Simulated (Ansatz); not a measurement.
## Se2O3: pressure and energy above lowest point against volume per atom

Equation of state of a cubic crystal from periodic Kohn-Sham density functional theory without spin; pressure corrected for the finite basis. The results are calculated, by Ansatz 0.2.0 development build.

Cell of the first row (space group Pn-3m, No. 224):
```
cell vectors (Å)
   4.9913     0.0000     0.0000
   0.0000     4.9913     0.0000
   0.0000     0.0000     4.9913
atoms (fractions of the cell vectors)
Se  0.25000  0.25000  0.25000
Se  0.75000  0.75000  0.25000
Se  0.75000  0.25000  0.75000
Se  0.25000  0.75000  0.75000
O   0.50000  0.00000  0.00000
O   0.00000  0.50000  0.00000
O   0.00000  0.00000  0.50000
O   0.50000  0.50000  0.00000
O   0.50000  0.00000  0.50000
O   0.00000  0.50000  0.50000
```

Settings of every row: formula Se2O3; structure type cubic X2O3; functional PBE; spin treatment none; k mesh 21x21x21; occupation method fermi-dirac; occupation width 0.061225619 eV; wave cutoff 420 eV; datasets soft-1 PAW; density cutoff ratio 4.

Limits: a cubic model structure, not a phase known at ambient conditions.

```
row  volume per atom (Å³)  pressure (GPa)  energy above lowest point (meV/atom)
  1                12.435           9.112                                 21.27
  2                  12.7           5.729                                  9.06
  3                12.964           2.691                                  2.15
  4                13.229          -0.035                                     0
  5                13.493           -2.48                                  2.11
  6                13.758               ?                                     ?
  7                14.022          -6.637                                 17.41
```

Question: what pressure and energy above lowest point should row 6 give?

Worked fit of pressure. Take u = (V_r/V)^(2/3) − 1 with V_r = 13.096 Å³ an atom, which is twice the finite (Eulerian) strain; such expansions in the strain, on which the Birch-Murnaghan equation of state is built, carry the rest volume and the bulk modulus. The shown rows have u = 0.03513, 0.02068, 0.00678, -0.00671, -0.01971, -0.04453. Least squares give pressure = 1.2977 + 202.858 × u + 555.18 × u² GPa; a straight line predicts inner rows, each left out in turn, worse (root mean square 0.35 against 0.0072 GPa). The rows lie off it by 0.003, -0.001, -0.008, 0.003, 0.005, -0.002 (root mean square 0.0043 GPa). The pressure vanishes at u = -0.0065, or V = 13.22 Å³ an atom, and there the bulk modulus at fixed shape and fractions is B = −V dP/dV = (2/3)(1 + u) dP/du = 130 GPa. The withheld row has u = -0.03234, so the fit gives 1.2977 + 202.858 × (-0.03234) + 555.18 × (-0.03234)² = -4.682 GPa.

The calculation gave -4.673 GPa. The fit lies 0.009 GPa (0.057 % of the column's range) below it; its largest miss of a shown row is 0.008 GPa.

Worked fit of energy above lowest point. Take u = (V_r/V)^(2/3) − 1 with V_r = 13.096 Å³ an atom, which is twice the finite (Eulerian) strain; such expansions in the strain, on which the Birch-Murnaghan equation of state is built, carry the rest volume and the bulk modulus. The shown rows have u = 0.03513, 0.02068, 0.00678, -0.00671, -0.01971, -0.04453. Least squares give energy above lowest point = 0.52 + 159.07 × u + 12201.1 × u² + 2484 × u³ meV/atom; a parabola predicts inner rows, each left out in turn, worse (root mean square 0.052 against 0.016 meV/atom). The rows lie off it by 0.00, 0.01, -0.01, 0.00, 0.00, 0.00. Its lowest point lies at u = -0.0065, or V = 13.23 Å³ an atom, and the curvature there gives the bulk modulus at fixed shape and fractions, B = (4/9)(1 + u)² E″(u)/V = 129 GPa. The withheld row has u = -0.03234, so the fit gives 0.52 + 159.07 × (-0.03234) + 12201.1 × (-0.03234)² + 2484 × (-0.03234)³ = 8.05 meV/atom.

The calculation gave 8.05 meV/atom. The fit meets it to the printed digit.
